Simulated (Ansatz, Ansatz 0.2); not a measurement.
# Zone-edge acoustic phonons of GaP: LDA, PBE and r2SCAN compared at the X point

## Starting point

The reference values are two zone-edge acoustic frequencies of bulk GaP: $104\ \mathrm{cm^{-1}}$ for the transverse branch (TA) at X and $249\ \mathrm{cm^{-1}}$ for the longitudinal branch (LA) at the same point. Both are taken from "Optical response of (InGa)(AsSb)/GaAs quantum dots embedded in a GaP matrix" (2019, arXiv:1906.09842), where they appear in a table as literature values from earlier experimental work. They are therefore second-hand, and neither the original technique nor the measurement temperature is given with them. Their size is what we would expect of zone-edge acoustic modes seen by neutron scattering or in phonon-assisted optical spectra, so we see no ground to doubt the assignment. We treat them as sound reference values of unknown temperature.

| compared with | measured | source's wording or label | method |
| --- | --- | --- | --- |
| TA at X (cm⁻¹) | 104 | TA at X | quoted experimental phonon frequency |
| LA at X (cm⁻¹) | 249 | LA at X | quoted experimental phonon frequency |

Conditions are those given with the value in the passage it was taken from; "not stated" means there, and the paper may say more elsewhere. The values are a selection: others may have been left out beforehand as unlike or outlying.

## Choices

We want the cheapest level of theory that gives both frequencies within 3 %, which is about $3\ \mathrm{cm^{-1}}$ for TA and $7\ \mathrm{cm^{-1}}$ for LA. That is close enough to assign phonon replicas in a spectrum, and it leaves room for a temperature shift of very roughly one per cent, which our static, harmonic calculations omit. TA is the harder test: in tetrahedral semiconductors this soft mode survives from a near-cancellation of larger forces, so small errors in them show up strongly.

The model is the two-atom zinc-blende cell, non-magnetic and insulating, relaxed at each level. The phonons come from linear response, with Born charges from a zone-centre calculation for the long-range polar part. X belongs to every even mesh of wave vectors, so a $2\times2\times2$ mesh already solves it directly, without interpolation. We begin with LDA at light settings, and add basis, sampling or another functional as the results require.

System: GaP (zinc blende); F-43m (No. 216), 2 atoms in the cell, cell vectors 3.854, 3.854, 3.854 Å at the start, from a measured structure (Crystallography Open Database).

On the selection of runs and values: The measured rows are a selection: values that the sources give but that could not be checked or linked are left out, so a count of matches says nothing of those. Some runs of other programs are left out: those with known faults of files, cutoffs or set-up, Quantum ESPRESSO responses under gradient functionals that neither frozen phonons nor a second program bore out, and runs near the switch of a dispersion correction. Further runs on this system are not shown.

## 1. LDA at light settings

A low cutoff, a coarse $k$ mesh and loose relaxation thresholds make an inexpensive first estimate. The zone-centre run supplies the relaxed cell and the Born charges, and the phonon run on the $2\times2\times2$ mesh then gives X. We expect LA to come out reasonably well and TA to be the more exposed to the light settings.

**Run 1.** Ansatz 0.2: LDA, PAW set soft_2; cell and atoms relaxed at this level to looser thresholds; cutoff 260 eV; k 4×4×4; fixed occupations; linear response, zone centre, with field response.

Key lines of the input:
```
crystal:
  lattice:
    - [0.0, 2.7119519474, 2.7119519474]
    - [2.7119519474, 0.0, 2.7119519474]
    - [2.7119519474, 2.7119519474, 0.0]
  atoms:
    - { symbol: Ga, position: [0.0, 0.0, 0.0] }
    - { symbol: P, position: [0.25, 0.25, 0.25] }
kpoints:
  mp_grid: { grid: [4, 4, 4] }
hamiltonian:
  xc: lda
scf:
  occupations: { method: fixed }
basis:
  ecutwfc: 260.0
phonons:
  method: dfpt
  dielectric: true
  rigid_motions: translations
```

Command:
```
ansatz run input.yaml --threads 4 --pin off --max-ram 7168MiB --backend cpu --events-out ev --progress --plain --runs-dir out
```

Selected lines of the output:
```
Warning: basis.ecutwfc = 260 eV is below the records' recommended 420 eV, and the density's cutoff is lower with it unless basis.ecutrho_ratio is high enough to keep the records' density cutoff: compare with a run at a higher …
WARN: field response: ε∞ stands inside a basis, on 6×6×6 points; the force constants stand on the 4×4×4 k-mesh, whose period is 8.52 times the interband length at k = (0.0000, 0.0000, 0.0000), direct gap 1.785 eV, under 14: take them and everything formed …
  ε∞ (high-frequency dielectric tensor):
       10.765870     0.000000     0.000000
        0.000000    10.765870     0.000000
        0.000000     0.000000    10.765870
```

Converged; 10 s on 4 cores of Intel Xeon Platinum 8375C at 2.90GHz (Ice Lake), shared host. Warnings: cutoff_below_recommended (in short: A typed cutoff is below a recommended value, from the records, the datasets' recipe or DFPT's needs, possibly lowering the density cutoff; compare with a higher-cutoff run); field_response_mesh_resolution (in short: Judges the k-mesh against the interband length at a site: too coarse, uncheckable, or passing without proof, so ε∞, Born charges and their products may be unconverged in the mesh).

**Run 2.** Ansatz 0.2: LDA, PAW set soft_2; cell and atoms relaxed at this level to looser thresholds; cutoff 260 eV; k 4×4×4; fixed occupations; linear response, q 2×2×2, Born charges typed in from the zone-centre run.

Key lines of the input, as changed from run 1:
```diff
  phonons:
-   dielectric: true
-   rigid_motions: translations
+   qmesh: [2, 2, 2]
+   non_analytic_term: [... Born charges and dielectric tensor left out ...]
```

Selected lines of the output:
```
Warning: phonons: the dynamical matrix that this run interpolates holds no multipole term above the dipole-dipole one, and a site of this crystal is no centre of inversion, so its interpolated transverse optical and acoustic branches and sound speeds can stay …
```

Converged; 2.4 s on the same hardware. Warnings: cutoff_below_recommended; phonon_interpolation_lacks_quadrupole_term (in short: Interpolation lacks multipole terms beyond dipole-dipole while a site lacks inversion symmetry, so near-Gamma transverse optical and acoustic branches, sound speeds, density of states and thermodynamics can err).

| quantity | run 1 | run 2 | measured |
| --- | --- | --- | --- |
| TA at X (cm⁻¹) | – | 100.8 | 104 |
| LA at X (cm⁻¹) | – | 246.7 | 249 |
| volume per atom (Å³) | 19.95 | 19.95 |  |
| highest in the zone (cm⁻¹) | – | 394.7 |  |

LA at $246.7\ \mathrm{cm^{-1}}$ lies 0.9 % below the reference, well inside the target. TA at $100.8\ \mathrm{cm^{-1}}$ is 3.1 % low, a narrow miss with too thin a margin to say anything about LDA itself. The relaxed cell is a little over one per cent smaller in volume than the diffraction cell from which we started.

Two of the warnings concern the light settings: the cutoff is below the recommended value, and the $k$ mesh is too coarse for the field response and the force constants to be trusted. The third concerns interpolation near the zone centre, where terms beyond dipole-dipole are missing. It does not touch our two frequencies, because X is a solved point of the mesh.

## 2. LDA with a fuller basis and mesh

With TA so close to the limit, the numerical settings have to be improved before we consider another functional. We keep LDA, raise the cutoff to the recommended 420 eV, double the $k$ mesh in each direction and relax the cell to the normal thresholds. The phonon mesh becomes $4\times4\times4$, which still contains X, so any change there should come from the electronic settings and the cell. We expect TA to move more than LA in relative terms, but cannot predict in which direction.

**Run 3.** Ansatz 0.2: LDA, PAW set soft_2; cell and atoms relaxed at this level; cutoff 420 eV; k 8×8×8; fixed occupations; linear response, zone centre, with field response.

Key lines of the input:
```
crystal:
  lattice:
    - [0.0, 2.6956500585, 2.6956500585]
    - [2.6956500585, 0.0, 2.6956500585]
    - [2.6956500585, 2.6956500585, 0.0]
  atoms:
    - { symbol: Ga, position: [0.0, 0.0, 0.0] }
    - { symbol: P, position: [0.25, 0.25, 0.25] }
kpoints:
  mp_grid: { grid: [8, 8, 8] }
hamiltonian:
  xc: lda
scf:
  occupations: { method: fixed }
phonons:
  method: dfpt
  dielectric: true
  rigid_motions: translations
```

Selected lines of the output:
```
WARN: field response: ε∞ stands inside a basis, on 10×10×10 points; the force constants stand on the 8×8×8 k-mesh, whose period is 10.77 times the interband length at k = (0.0000, 0.0000, 0.0000), direct gap 1.881 eV, under 14: take them and everything formed …
SCF converged after 7 iterations
  Γ frequencies (cm⁻¹): 0.00 0.00 0.00 364.86 364.86 364.86
```

Converged; 13 s on 4 cores of Intel Xeon Platinum 8488C (Sapphire Rapids), shared host. Warnings: field_response_mesh_resolution.

**Run 4.** Ansatz 0.2: LDA, PAW set soft_2; cell and atoms relaxed at this level; cutoff 420 eV; k 8×8×8; fixed occupations; linear response, q 4×4×4, Born charges typed in from the zone-centre run.

Key lines of the input, as changed from run 3:
```diff
  phonons:
-   dielectric: true
-   rigid_motions: translations
+   qmesh: [4, 4, 4]
+   non_analytic_term: [... Born charges and dielectric tensor left out ...]
```

Converged; 39 s on the same hardware. Warnings: phonon_interpolation_lacks_quadrupole_term.

| quantity | run 3 | run 4 | measured |
| --- | --- | --- | --- |
| TA at X (cm⁻¹) | – | 101.5 | 104 |
| LA at X (cm⁻¹) | – | 251.2 | 249 |
| volume per atom (Å³) | 19.59 | 19.59 |  |
| highest in the zone (cm⁻¹) | – | 396.2 |  |

Both frequencies are now within the target: TA at $101.5\ \mathrm{cm^{-1}}$ is 2.4 % low and LA at $251.2\ \mathrm{cm^{-1}}$ is 0.9 % high. TA passes only narrowly, and its gain of $0.7\ \mathrm{cm^{-1}}$ over the light settings was enough to carry it across the limit. Contrary to our expectation, LA moved more than TA, in relative terms too.

The cell has contracted further, to about 3 % below the diffraction volume. Compression normally stiffens LA but softens TA in tetrahedral semiconductors, so the smaller cell may explain the rise in LA but hardly that in TA. The latter more likely comes from the basis or the $k$ mesh, which we changed together. The warning about the $k$ mesh also remains, with the ratio it tests at 10.77 against a threshold of 14, so some sampling error in the force constants is possible.

## 3. PBE at the same electronic settings

LDA passes TA narrowly in a cell that is too small, so we want to know how much the result depends on the functional and the volume that comes with it. PBE at the same cutoff and $k$ mesh costs little more per step and should give a cell larger than the measured one. We return to the $2\times2\times2$ phonon mesh, which solves X directly and saves the wave vectors we do not need. We expect LA to fall, perhaps out of the target, and TA to gain from the larger volume.

**Run 5.** Ansatz 0.2: PBE, PAW set soft_2; cell and atoms relaxed at this level; cutoff 420 eV; k 8×8×8; fixed occupations; linear response, zone centre, with field response.

Key lines of the input, as changed from run 3:
```diff
  crystal:
    lattice:
-     - [0.0, 2.6956500585, 2.6956500585]
-     - [2.6956500585, 0.0, 2.6956500585]
-     - [2.6956500585, 2.6956500585, 0.0]
+     - [0.0, 2.7530369326, 2.7530369326]
+     - [2.7530369326, 0.0, 2.7530369326]
+     - [2.7530369326, 2.7530369326, 0.0]
  hamiltonian:
-   xc: lda
+   xc: pbe
```

Selected lines of the output:
```
WARN: field response: ε∞ stands inside a basis, on 10×10×10 points; the force constants stand on the 8×8×8 k-mesh, whose period is 10.52 times the interband length at k = (0.0000, 0.0000, 0.0000), direct gap 1.578 eV, under 14: take them and everything formed …
SCF converged after 8 iterations
  Γ frequencies (cm⁻¹): 0.00 0.00 0.00 344.66 344.66 344.66
```

Converged; 20 s on the same hardware. Warnings: field_response_mesh_resolution.

**Run 6.** Ansatz 0.2: PBE, PAW set soft_2; the cell of the base run at this functional, not relaxed again; cutoff 420 eV; k 8×8×8; fixed occupations; linear response, q 2×2×2, Born charges typed in from the zone-centre run.

Key lines of the input, as changed from run 5:
```diff
  phonons:
-   dielectric: true
-   rigid_motions: translations
+   qmesh: [2, 2, 2]
+   non_analytic_term: [... Born charges and dielectric tensor left out ...]
```

Selected lines of the output:
```
  q = [0.0000, 0.0000, 0.0000] (star 1, of the zone-centre solve; hermiticity 8.98e-7, symmetrization 4.56e-12): -0.00 0.00 0.00 344.66 344.66 …
```

Converged; 8 s on the same hardware. Warnings: phonon_interpolation_lacks_quadrupole_term.

| quantity | run 5 | run 6 | measured |
| --- | --- | --- | --- |
| TA at X (cm⁻¹) | – | 101.7 | 104 |
| LA at X (cm⁻¹) | – | 241.3 | 249 |
| volume per atom (Å³) | 20.87 | 20.87 |  |
| highest in the zone (cm⁻¹) | – | 379.2 |  |

With PBE, LA becomes the mode that misses. TA, at $101.7\ \mathrm{cm^{-1}}$, is 2.2 % low and passes, while LA has dropped to $241.3\ \mathrm{cm^{-1}}$, 3.1 % low and a narrow miss. The fall in LA fits the larger cell, now about 3 % above the diffraction volume where LDA was about 3 % below it. TA gained only $0.2\ \mathrm{cm^{-1}}$ over LDA, much less than we had expected from a volume more than 6 % larger. Functional and cell changed together, so the two runs cannot separate an effect of volume from an opposing one of the functional.

The margins by which LDA passes TA and PBE misses LA are both too thin to rank the two functionals. The warning about the $k$ mesh also applies to PBE.

## 4. r2SCAN, and a denser mesh for PBE

LDA and PBE err in volume on opposite sides, which calls for a functional with a better equilibrium cell. r2SCAN usually provides one in semiconductors, at the price of a meta-GGA calculation and a higher cutoff of 500 eV. We expect LA to come back within the target and have no firm expectation for TA.

Alongside it we repeat PBE in the same cell with a $9\times9\times9$ $k$ mesh and a $3\times3\times3$ phonon mesh. That phonon mesh does not contain X, so its values there are interpolated and make a poor test of the acoustic modes. The zone-centre optical frequency is solved directly in both PBE runs, however, and shows how far the force constants still move with the $k$ mesh.

**Run 7.** Ansatz 0.2: r2SCAN, PAW set soft_2; cell and atoms relaxed at this level; cutoff 500 eV; k 8×8×8; fixed occupations; linear response, zone centre, with field response.

Key lines of the input, as changed from run 3:
```diff
  crystal:
    lattice:
-     - [0.0, 2.6956500585, 2.6956500585]
-     - [2.6956500585, 0.0, 2.6956500585]
-     - [2.6956500585, 2.6956500585, 0.0]
+     - [0.0, 2.7257521127, 2.7257521127]
+     - [2.7257521127, 0.0, 2.7257521127]
+     - [2.7257521127, 2.7257521127, 0.0]
  hamiltonian:
-   xc: lda
+   xc: r2scan
```

Converged; 83 s on 4 cores of AMD EPYC 7R43 64, shared host. Warnings: field_response_mesh_resolution.

**Run 8.** Ansatz 0.2: r2SCAN, PAW set soft_2; cell and atoms relaxed at this level; cutoff 500 eV; k 8×8×8; fixed occupations; linear response, q 4×4×4, Born charges typed in from the zone-centre run.

Key lines of the input, as changed from run 4:
```diff
  crystal:
    lattice:
-     - [0.0, 2.6956500585, 2.6956500585]
-     - [2.6956500585, 0.0, 2.6956500585]
-     - [2.6956500585, 2.6956500585, 0.0]
+     - [0.0, 2.7257521127, 2.7257521127]
+     - [2.7257521127, 0.0, 2.7257521127]
+     - [2.7257521127, 2.7257521127, 0.0]
  hamiltonian:
-   xc: lda
+   xc: r2scan
```

Converged; 8.7 min on the same hardware. Warnings: phonon_interpolation_lacks_quadrupole_term.

**Run 9.** Ansatz 0.2: PBE, PAW set soft_2; the cell of the base run at this functional, not relaxed again; cutoff 420 eV; k 9×9×9; fixed occupations; linear response, q 3×3×3, Born charges typed in from the zone-centre run.

Key lines of the input, as changed from run 6:
```diff
  kpoints:
-   mp_grid: { grid: [8, 8, 8] }
+   mp_grid: { grid: [9, 9, 9] }
  phonons:
-   qmesh: [2, 2, 2]
+   qmesh: [3, 3, 3]
```

Selected lines of the output:
```
  q = [0.0000, 0.0000, 0.0000] (star 1, of the zone-centre solve; hermiticity 1.29e-6, symmetrization 1.30e-12): -0.00 0.00 0.00 344.61 344.61 …
```

Converged; 27 s on 4 cores of Intel Xeon Platinum 8488C (Sapphire Rapids), shared host. Warnings: phonon_interpolation_lacks_quadrupole_term.

| quantity | run 7 | run 8 | run 9 | measured |
| --- | --- | --- | --- | --- |
| TA at X (cm⁻¹) | – | 108.8 | 97.6 | 104 |
| LA at X (cm⁻¹) | – | 252.0 | 238.1 | 249 |
| volume per atom (Å³) | 20.25 | 20.25 | 20.87 |  |
| highest in the zone (cm⁻¹) | – | 396.6 | 379.1 |  |

r2SCAN gives a cell volume almost equal to that of the diffraction cell and brings LA to $252.0\ \mathrm{cm^{-1}}$, 1.2 % high and within the target. TA, however, rises to $108.8\ \mathrm{cm^{-1}}$, 4.6 % above the reference, a clear miss. The r2SCAN volume lies between those of LDA and PBE, yet its TA frequency is some $7\ \mathrm{cm^{-1}}$ above both, so the cell is unlikely to be the main cause. The functional's description of the restoring forces is the more probable one, although the cutoff differs as well and a separate check of the r2SCAN result is not shown in this report.

In the PBE comparison the zone-centre optical frequency moves only from 344.66 to $344.61\ \mathrm{cm^{-1}}$ with the denser $k$ mesh. The sampling is therefore adequate for that mode, which is reassuring but no proof for the soft TA mode at X. The values at X from the $3\times3\times3$ phonon mesh, $97.6$ and $238.1\ \mathrm{cm^{-1}}$, lie 3 to $4\ \mathrm{cm^{-1}}$ below those solved directly. We attribute most of that difference to interpolation and keep the directly solved PBE values for the comparison with experiment.

## Table of results

| run | settings | TA at X (cm⁻¹) | deviation | LA at X (cm⁻¹) | deviation | cost |
| --- | --- | --- | --- | --- | --- | --- |
| 1 | LDA, cell and atoms relaxed at this level to looser thresholds, cutoff 260 eV, k 4×4×4, zone centre, with field response | – |  | – |  | under 1 core-min |
| 2 | LDA, cell and atoms relaxed at this level to looser thresholds, cutoff 260 eV, k 4×4×4, q 2×2×2, Born charges typed in from the zone-centre run | 100.8 | −3.2 (−3.1 %) | 246.7 | −2.3 (−0.9 %) | under 1 core-min |
| 3 | LDA, cell and atoms relaxed at this level, cutoff 420 eV, k 8×8×8, zone centre, with field response | – |  | – |  | under 1 core-min |
| 4 | LDA, cell and atoms relaxed at this level, cutoff 420 eV, k 8×8×8, q 4×4×4, Born charges typed in from the zone-centre run | 101.5 | −2.5 (−2.4 %) | 251.2 | +2.2 (+0.9 %) | 2.6 core-min |
| 5 | PBE, cell and atoms relaxed at this level, cutoff 420 eV, k 8×8×8, zone centre, with field response | – |  | – |  | 78 core-s |
| 6 | PBE, the cell of the base run at this functional, not relaxed again, cutoff 420 eV, k 8×8×8, q 2×2×2, Born charges typed in from the zone-centre run | 101.7 | −2.3 (−2.2 %) | 241.3 | −7.7 (−3.1 %) | under 1 core-min |
| 7 | r2SCAN, cell and atoms relaxed at this level, cutoff 500 eV, k 8×8×8, zone centre, with field response | – |  | – |  | 5.6 core-min |
| 8 | r2SCAN, cell and atoms relaxed at this level, cutoff 500 eV, k 8×8×8, q 4×4×4, Born charges typed in from the zone-centre run | 108.8 | +4.8 (+4.6 %) | 252.0 | +3.0 (+1.2 %) | 35 core-min |
| 9 | PBE, the cell of the base run at this functional, not relaxed again, cutoff 420 eV, k 9×9×9, q 3×3×3, Born charges typed in from the zone-centre run | 97.6 | −6.4 (−6.2 %) | 238.1 | −10.9 (−4.4 %) | 1.8 core-min |
|  | measured | 104 |  | 249 |  |  |

Further runs on the same system, made beside this series (convergence steps with loose settings among them):

| further | settings | TA at X (cm⁻¹) | deviation | LA at X (cm⁻¹) | deviation | cost | status |
| --- | --- | --- | --- | --- | --- | --- | --- |
| F1 | PBE, cell and atoms relaxed at this level, cutoff 420 eV, k 8×8×8, q 4×4×4, Born charges typed in from the zone-centre run | 101.7 | −2.3 (−2.2 %) | 241.3 | −7.7 (−3.1 %) | 3 core-min | warnings: phonon_interpolation_lacks_quadrupole_term |
|  | measured | 104 |  | 249 |  |  |  |

## Judgement

LDA with a 420 eV cutoff and an $8\times8\times8$ $k$ mesh meets the target for both modes, though only narrowly for TA. TA is 2.4 % low and LA 0.9 % high, at 2.6 core-minutes for the phonon run. It is the only level shown here that passes. The light LDA settings and PBE each miss one mode by a hair, so these margins do not rank the levels. r2SCAN costs far more and clearly misses TA, by 4.6 %, despite the best cell volume.

The LDA agreement is not wholly sound physics. Its cell is about 3 % too small in volume, which by the usual behaviour of tetrahedral semiconductors raises LA and lowers TA. The good LA value therefore probably owes something to overbinding. If the reference was measured at room temperature, the usual softening of 0.5 to 2 % could account for the LA excess. For TA even the sign of the shift is uncertain, because thermal expansion by itself tends to stiffen this mode. A net softening would widen the LDA deficit, possibly beyond the limit, and reduce the r2SCAN excess; a net stiffening would do the reverse.

Improving the basis, $k$ mesh and relaxation together moved LA by $4.5\ \mathrm{cm^{-1}}$ and TA by $0.7\ \mathrm{cm^{-1}}$. A further PBE run on a $4\times4\times4$ phonon mesh reproduces the $2\times2\times2$ values at X, so the denser phonon mesh was unnecessary for these modes. The $3\times3\times3$ mesh, which omits X, was of little use for them.

The convergence of TA at X with the $k$ mesh is not shown in this report: the denser-mesh check given here covers only the PBE zone-centre mode, not the LDA result on which we rely. Nor do these runs establish why r2SCAN makes TA so stiff. For assigning phonon replicas LDA is adequate, with TA the less secure of the two.

[Logs are printed without paths, hosts, clocks, repeated set-up lines and the standing remarks that a program may print on its own settings, such as how far it seeks lower states.]

[The runs shown are a pick from a larger set of finished runs; failed, doubtful and other runs were left out of it ahead of writing. So were measured values far from every level or from commonly accepted values, and agreement can look better than it is. Lines of input and output are excerpts and may be shortened.]

[Runs of ph.x under gradient-corrected functionals stand here only where frozen phonons or a second program bore them out within 2 % or 4 cm⁻¹; runs with faulty potential files or cells spoilt by a short basis are left out.]
